## Appendix: RPA dispersion of the bulk plasmon and its Landau cutoff

### A.1 Premises and conventions

The model is jellium: $n$ electrons per unit volume, of mass $m$ and charge $-e$, move in a rigid uniform positive background. Gaussian units are used, so the Coulomb interaction in Fourier space is $v_q=4\pi e^2/q^2$. The premises are the following.

1. The unperturbed states are plane waves with $E_k=\hbar^2k^2/2m$ and twofold spin degeneracy, filled at zero temperature up to $k_F=(3\pi^2n)^{1/3}$. Then $v_F=\hbar k_F/m$ and $E_F=mv_F^2/2$.
2. The response is linear in a weak scalar perturbation $\propto e^{i(\mathbf q\cdot\mathbf r-\omega t)}$, switched on adiabatically, $\omega\to\omega+i0^+$.
3. Random-phase approximation (RPA): each electron responds as a free particle to the external potential plus the Hartree potential of the induced density. Exchange and correlation in the response are dropped.

The density parameter is defined by $n^{-1}=\tfrac{4\pi}{3}(r_sa_0)^3$, with $a_0=\hbar^2/me^2$, so that $k_Fa_0=(9\pi/4)^{1/3}/r_s=1.919/r_s$.

### A.2 The dielectric function

Let $U e^{i(\mathbf q\cdot\mathbf r-\omega t)}$ be the total potential energy felt by an electron. The one-particle density matrix obeys $i\hbar\dot\rho=[H,\rho]$. Its unperturbed part is diagonal with occupations $f_{\mathbf k}$. To first order in $U$, the element between $\mathbf k+\mathbf q$ and $\mathbf k$ satisfies

$$\hbar\omega\,\delta\rho_{\mathbf k+\mathbf q,\mathbf k}=(E_{\mathbf k+\mathbf q}-E_{\mathbf k})\,\delta\rho_{\mathbf k+\mathbf q,\mathbf k}+(f_{\mathbf k}-f_{\mathbf k+\mathbf q})\,U .$$

The induced density amplitude is $\delta n=(2/V)\sum_{\mathbf k}\delta\rho_{\mathbf k+\mathbf q,\mathbf k}\equiv\chi_0U$, which gives the Lindhard function

$$\chi_0(q,\omega)=\frac{2}{V}\sum_{\mathbf k}\frac{f_{\mathbf k}-f_{\mathbf k+\mathbf q}}{\hbar\omega+E_{\mathbf k}-E_{\mathbf k+\mathbf q}+i0^+}. \tag{A1}$$

By premise 3, $U=U_{\rm ext}+v_q\,\delta n$. Hence $U=U_{\rm ext}/\epsilon$ with $\epsilon=1-v_q\chi_0$. A self-sustained longitudinal oscillation has $U\neq0$ at $U_{\rm ext}=0$, which requires $\epsilon(q,\omega)=0$.

In the term with $f_{\mathbf k+\mathbf q}$ shift $\mathbf k\to\mathbf k-\mathbf q$. With $\mathbf v=\hbar\mathbf k/m$ and the recoil frequency $\Omega=\hbar q^2/2m$, one has $E_{\mathbf k\pm\mathbf q}-E_{\mathbf k}=\hbar(\Omega\pm\mathbf q\cdot\mathbf v)$. The summand becomes

$$\frac{f_{\mathbf k}}{\hbar}\left[\frac{1}{\omega-\mathbf q\cdot\mathbf v-\Omega}-\frac{1}{\omega-\mathbf q\cdot\mathbf v+\Omega}\right]=\frac{f_{\mathbf k}}{\hbar}\,\frac{2\Omega}{(\omega-\mathbf q\cdot\mathbf v)^2-\Omega^2}.$$

Since $(2/V)\sum_{\mathbf k}f_{\mathbf k}=n$ and $v_q\,n\,(2\Omega/\hbar)=4\pi ne^2/m\equiv\omega_p^2$,

$$\epsilon(q,\omega)=1-\omega_p^2\left\langle\frac{1}{(\omega-\mathbf q\cdot\mathbf v)^2-\Omega^2}\right\rangle, \tag{A2}$$

where the brackets average over occupied states. The integrand depends only on $\xi=\mathbf q\cdot\mathbf v/(qv_F)$. A slice of the Fermi sphere at fixed $\xi$ has area proportional to $1-\xi^2$, so the normalised weight on $-1\le\xi\le1$ is $\tfrac34(1-\xi^2)$. Odd moments vanish and

$$\langle\xi^{2l}\rangle=\frac{3}{(2l+1)(2l+3)}:\qquad \langle\xi^2\rangle=\tfrac15,\quad\langle\xi^4\rangle=\tfrac{3}{35},\quad\langle\xi^6\rangle=\tfrac1{21}. \tag{A3}$$

### A.3 The pair continuum

For $\omega>0$ the largest frequency at which a denominator of (A2) vanishes is reached at $\xi=1$:

$$\omega_+(q)=qv_F+\frac{\hbar q^2}{2m}. \tag{A4}$$

This is the highest energy of a single electron–hole pair of momentum $\hbar q$, made by an electron at the Fermi surface moving along $\mathbf q$. For $\omega>\omega_+$ no pole lies in the range of integration, the $i0^+$ can be dropped, and $\epsilon$ is real. A zero of $\epsilon$ in this region is an undamped mode within the RPA.

### A.4 Long-wavelength expansion

Put $a=qv_F$ and $x=a\xi$. Both partial fractions above are geometric series in $(x\pm\Omega)/\omega$, absolutely convergent when $a+\Omega<\omega$. At given $\omega$ the expansion of $\epsilon$ therefore converges everywhere above the continuum. Ordering it first in $\Omega$ and then in $x$,

$$\frac{1}{(\omega-x)^2-\Omega^2}=\frac{1}{\omega^2}\sum_{l\ge0}(l+1)\frac{x^l}{\omega^l}+\frac{\Omega^2}{\omega^4}\left(1+\frac{4x}{\omega}+\frac{10x^2}{\omega^2}+\dots\right)+O(\Omega^4).$$

Averaging with (A3) gives the coefficients $3\cdot\tfrac15=\tfrac35$, $5\cdot\tfrac3{35}=\tfrac37$, $7\cdot\tfrac1{21}=\tfrac13$ and $10\cdot\tfrac15=2$. With $a\propto q$ and $\Omega\propto q^2$,

$$\epsilon=1-\frac{\omega_p^2}{\omega^2}\left[1+\frac35\frac{a^2}{\omega^2}+\left(\frac37\frac{a^4}{\omega^4}+\frac{\Omega^2}{\omega^2}\right)+\left(\frac13\frac{a^6}{\omega^6}+\frac{2a^2\Omega^2}{\omega^4}\right)+O(q^8)\right]. \tag{A5}$$

Three dimensionless quantities are convenient:

$$W=\frac{\omega^2}{\omega_p^2},\qquad s=\frac{q^2}{q_0^2},\quad q_0=\frac{\omega_p}{v_F},\qquad \gamma=\frac{\hbar\omega_p}{4E_F}.$$

Then $a^2/\omega_p^2=s$, $\Omega/\omega_p=\gamma s$ and $q_0=2\gamma k_F$. Inserting $n=k_F^3/3\pi^2$ gives $\gamma^2=1/(3\pi k_Fa_0)=0.0553\,r_s$. The condition $\epsilon=0$ reads

$$W=1+\frac{3s}{5W}+\frac{3s^2}{7W^2}+\frac{\gamma^2s^2}{W}+\frac{s^3}{3W^3}+\frac{2\gamma^2s^3}{W^2}+O(s^4).$$

Write $W=1+c_1s+c_2s^2+c_3s^3$ and match powers of $s$. First order gives $c_1=\tfrac35$. Second order gives $c_2=-\tfrac35c_1+\tfrac37+\gamma^2=\tfrac{12}{175}+\gamma^2$. Third order gives $c_3=\tfrac35(c_1^2-c_2)-\tfrac67c_1-\gamma^2c_1+\tfrac13+2\gamma^2=\tfrac45\gamma^2-\tfrac{16}{2625}$. In ordinary variables, through order $q^4$,

$$\omega_q^2=\omega_p^2+\frac35v_F^2q^2+\frac{12}{175}\frac{v_F^4q^4}{\omega_p^2}+\frac{\hbar^2q^4}{4m^2}+O(q^6). \tag{A6}$$

The square root is $\sqrt W=1+\tfrac12c_1s+(\tfrac12c_2-\tfrac18c_1^2)s^2+\dots$, and $\tfrac6{175}-\tfrac9{200}=-\tfrac3{280}$. Thus

$$\omega_q=\omega_p\left[1+\frac3{10}s+\left(\frac{\gamma^2}{2}-\frac{3}{280}\right)s^2+O(s^3)\right]. \tag{A7}$$

The term linear in $s$ contributes $\tfrac3{10}\hbar v_F^2q^2/\omega_p$ to the energy. With $v_F^2=2E_F/m$ this takes the form customary in energy-loss work,

$$\hbar\omega_q\simeq\hbar\omega_p+\alpha\,\frac{\hbar^2q^2}{m},\qquad \alpha=\frac35\,\frac{E_F}{\hbar\omega_p}=\frac{3}{20\gamma}. \tag{A8}$$

The convention matters: the prefactor is $\hbar^2q^2/m$, so a free-electron recoil $\hbar\Omega$ corresponds to $\alpha=\tfrac12$. The $q^2$ term of (A6) is $3\langle(\mathbf q\cdot\mathbf v)^2\rangle=q^2\langle v^2\rangle$ for any isotropic distribution, and $\langle v^2\rangle=\tfrac35v_F^2$ for the filled sphere.

### A.5 Closed form

Near the continuum the series converges slowly, and the cutoff needs the full function. Let $z=q/2k_F=\Omega/a$ and $u=\omega/a$, so that $\hbar\omega=4E_F\,zu$, $s=z^2/\gamma^2$, and the edge (A4) lies at $u=1+z$. In partial fractions (A2) is

$$\epsilon=1-\frac{\gamma^2}{z^2}\,\frac{3}{8z}\int_{-1}^{1}d\xi\,(1-\xi^2)\left[\frac1{u-z-\xi}-\frac1{u+z-\xi}\right].$$

The identity $1-\xi^2=(1-y^2)+(y-\xi)(y+\xi)$ gives, for $y>1$,

$$\int_{-1}^1\frac{1-\xi^2}{y-\xi}\,d\xi=2y-\Lambda(y),\qquad \Lambda(y)=(y^2-1)\ln\frac{y+1}{y-1}.$$

Taking $y=u-z$ and $y=u+z$,

$$\epsilon=1+\frac{3\gamma^2}{z^2}\left[\frac12+\frac{\Lambda(u-z)-\Lambda(u+z)}{8z}\right]. \tag{A9}$$

Inside the continuum, for $|u-z|<1<u+z$, the prescription $u\to u+i0^+$ turns the logarithm in $\Lambda(u-z)$ into $\ln|\cdots|-i\pi$, and

$$\operatorname{Im}\epsilon=\frac{3\pi\gamma^2}{8z^3}\left[1-(u-z)^2\right]>0. \tag{A10}$$

This absorption by single pairs is Landau damping in the degenerate gas. It vanishes linearly at the edge.

### A.6 The cutoff

For $\omega>\omega_+$ one has $\omega-x>\Omega$ for every state inside the Fermi sphere, so each term of the average in (A2) is positive and falls as $\omega$ grows. Hence $\epsilon$ rises monotonically from its edge value to 1. An undamped root exists, and is unique, exactly when $\epsilon(q,\omega_+)<0$.

At the edge $\Lambda(u-z)=\Lambda(1^+)=0$ and $\Lambda(u+z)=\Lambda(1+2z)=4z(1+z)\ln(1+1/z)$. Equation (A9) gives

$$\epsilon(q,\omega_+)=1-\frac{3\gamma^2}{2z^2}B(z),\qquad B(z)=(1+z)\ln\!\left(1+\frac1z\right)-1 .$$

The function $B$ is positive, because $\ln(1+t)>t/(1+t)$ for $t=1/z>0$. It decreases, because $B'=\ln(1+1/z)-1/z<0$. The edge value therefore climbs monotonically from $-\infty$ at $z\to0$ to 1 at $z\to\infty$ and crosses zero once. The cutoff $q_c=2k_Fz_c$ is the solution of

$$z_c^2=\frac{3\gamma^2}{2}B(z_c),\qquad \hbar\omega_c=4E_F\,z_c(1+z_c). \tag{A11}$$

Dividing by $\gamma^2$ and using $s=z^2/\gamma^2$ shows how the usual estimate arises:

$$q_c=\frac{\omega_p}{v_F}\sqrt{\tfrac32B(z_c)} . \tag{A12}$$

The scale is $\omega_p/v_F$, the wave vector at which the phase velocity $\omega_p/q$ falls to $v_F$. The remaining factor varies slowly. It equals 1 where $B=\tfrac23$, and it grows as $[\tfrac32\ln(1/z_c)]^{1/2}$ in the high-density limit $z_c\to0$.

Two properties of the end point follow from $\Lambda'(y)=2y\ln\frac{y+1}{y-1}-2$, which diverges logarithmically at $y\to1^+$. First, with $y=u-z$ the condition $\epsilon=0$ is $\Lambda(y)-\Lambda(y+2z)+4z+8z^3/3\gamma^2=0$. Differentiating along the mode,

$$\frac{dy}{dz}=\frac{2\Lambda'(y+2z)-4-8z^2/\gamma^2}{\Lambda'(y)-\Lambda'(y+2z)} .$$

At $z_c$ the numerator is finite and the denominator diverges, so $dy/dz\to0$. The dispersion curve meets the edge $y=1$ tangentially. Second, near the root the loss function is $\operatorname{Im}(-1/\epsilon)=\pi\,\delta(\omega-\omega_q)/\partial_\omega\epsilon$. The function $1/\epsilon$ is analytic in the upper half plane for the stable gas and tends to $1+\omega_p^2/\omega^2$ at large $\omega$ by (A5), so the Kramers–Kronig relation gives the sum rule $\int_0^\infty\omega\operatorname{Im}(-1/\epsilon)\,d\omega=\pi\omega_p^2/2$. The plasmon carries the fraction

$$w_q=\frac{2\omega_q}{\omega_p^2\,\partial_\omega\epsilon}=\frac{2W}{u\,\partial_u\epsilon},$$

which tends to 1 for $q\to0$ and vanishes as the inverse of a logarithm at $q_c$. For $q>q_c$ there is no real zero above the edge. The strength then lies in the continuum, where (A10) is finite, as a resonance that broadens with growing $q$.

### A.7 Range of validity

*Truncation.* By (A7) the ratio of the $q^4$ term to the $q^2$ term is $(\tfrac53\gamma^2-\tfrac1{28})\,s$. Equation (A8) is reliable while this ratio is small. At the cutoff $s=\tfrac32B(z_c)$ is of order one, and $q_c$ must be taken from (A11).

*Exchange and correlation.* With a local-field factor $G$ the density response is $\chi_0/[1-v_q(1-G)\chi_0]$, so the mode condition has $\omega_p^2(1-G)$ in place of $\omega_p^2$. For $G=A\,q^2/k_F^2$ this subtracts $A\omega_p^2q^2/k_F^2$ from (A6). Since $\omega_p/v_Fk_F=2\gamma$,

$$\alpha\to\alpha\left(1-\tfrac{20}{3}A\gamma^2\right).$$

The exchange energy per electron $\varepsilon_x=-3e^2k_F/4\pi$ gives $d^2(n\varepsilon_x)/dn^2=-\pi e^2/k_F^2$, and setting this equal to $-v_qG$ gives the static value $A=\tfrac14$. The plasmon has $\omega\gg qv_F$, where the exchange-only value, quoted here from the third-frequency-moment sum rule, is $A=\tfrac3{20}$. The relative reduction of $\alpha$ is then $\gamma^2=0.0553\,r_s$. The RPA coefficient is thus the leading term of a high-density expansion, and the first correction is not small at metallic densities. Correlation changes $A$ further and is not evaluated here. The same factor $1-G$ weakens the interaction at $q_c$ and so lowers the cutoff for $0<G<1$.

*Temperature.* The $q^2$ term follows $\langle v^2\rangle$, which the Sommerfeld expansion raises by the relative amount $\tfrac{5\pi^2}{12}(k_BT/E_F)^2$. The edge (A4) is smeared over an energy of order $k_BT$ in the occupation, and a thermal tail of Landau damping appears just below $q_c$.

*Lattice and cores.* A polarisable core background with constant $\epsilon_b$ replaces $e^2$ by $e^2/\epsilon_b$, so $\omega_p\to\omega_p/\sqrt{\epsilon_b}$ and $\alpha\to\alpha\sqrt{\epsilon_b}$. Interband transitions, phonons, defects and multi-pair decay give the mode a finite width below $q_c$, and the band structure can shift it and make it anisotropic. These effects depend on more than $r_s$. The zero width found above is a property of RPA jellium.

### A.8 Illustration: magnesium, $r_s=2.66$

Magnesium is treated as jellium with the given $r_s$. Unrounded values are carried through. The basic scales are $n=8.56\times10^{22}$ cm$^{-3}$, $k_F=1.363$ Å$^{-1}$, $v_F=1.578\times10^{8}$ cm s$^{-1}$, $E_F=7.08$ eV and $\hbar\omega_p=10.86$ eV. They give $\gamma=0.3835$, $\gamma^2=0.1471$, $\alpha=0.391$ and $q_0=\omega_p/v_F=1.046$ Å$^{-1}=0.767\,k_F$. The coefficient of $s^2$ in (A7) is $0.0628$.

Equation (A11) has the root $z_c=0.4058$, with $B(z_c)=0.7467$. Hence $q_c=0.812\,k_F=1.107$ Å$^{-1}$, which is $1.058\,q_0$, and $\hbar\omega_c=16.16$ eV. The table compares the two truncations with the numerical root of (A9). Energies are in eV, and the second decimal refers to the RPA model only.

| $q/k_F$ | $q$ (Å$^{-1}$) | edge (A4) | (A8) | (A7) | root of (A9) |
|---|---|---|---|---|---|
| 0.2 | 0.273 | 3.12 | 11.09 | 11.09 | 11.09 |
| 0.4 | 0.545 | 6.80 | 11.75 | 11.80 | 11.81 |
| 0.6 | 0.818 | 11.05 | 12.86 | 13.11 | 13.22 |
| 0.812 | 1.107 | 16.16 | 14.51 | 15.37 | 16.16 |

The ratio of the $q^4$ to the $q^2$ term is $0.209\,s$, which stays below one tenth for $q<0.72$ Å$^{-1}$. At $q_c$ the quadratic law supplies 3.65 eV of the full RPA shift of 5.30 eV. Intersecting (A8) with the edge means solving $(\tfrac12-\alpha)\hbar q^2/m+v_Fq-\omega_p=0$, which gives 0.97 Å$^{-1}$, short of the 1.107 Å$^{-1}$ from (A11). At $q=0.6\,k_F$ the plasmon still holds the fraction $w_q=0.94$ of the sum rule.

Among the neglected terms, temperature is immaterial for $\alpha$: at 300 K, $k_BT/E_F=3.65\times10^{-3}$ and the relative change is $5.5\times10^{-5}$. Each 0.01 in $\epsilon_b-1$ lowers $\hbar\omega_p$ by about 0.05 eV. Exchange is the largest correction evaluated here. It lowers $\alpha$ from 0.39 to 0.33 with $A=\tfrac3{20}$, and to 0.30 with the static $A=\tfrac14$. At $q=0.4\,k_F$ the first of these removes 0.13 eV from a quadratic shift of 0.89 eV, more than the 0.05 eV that the $q^4$ term adds. For the electron gas at this density the RPA value of $\alpha$ is therefore uncertain at the level of the relative correction $\gamma^2\approx0.15$, and $q_c$ is best quoted as about 1.1 Å$^{-1}$.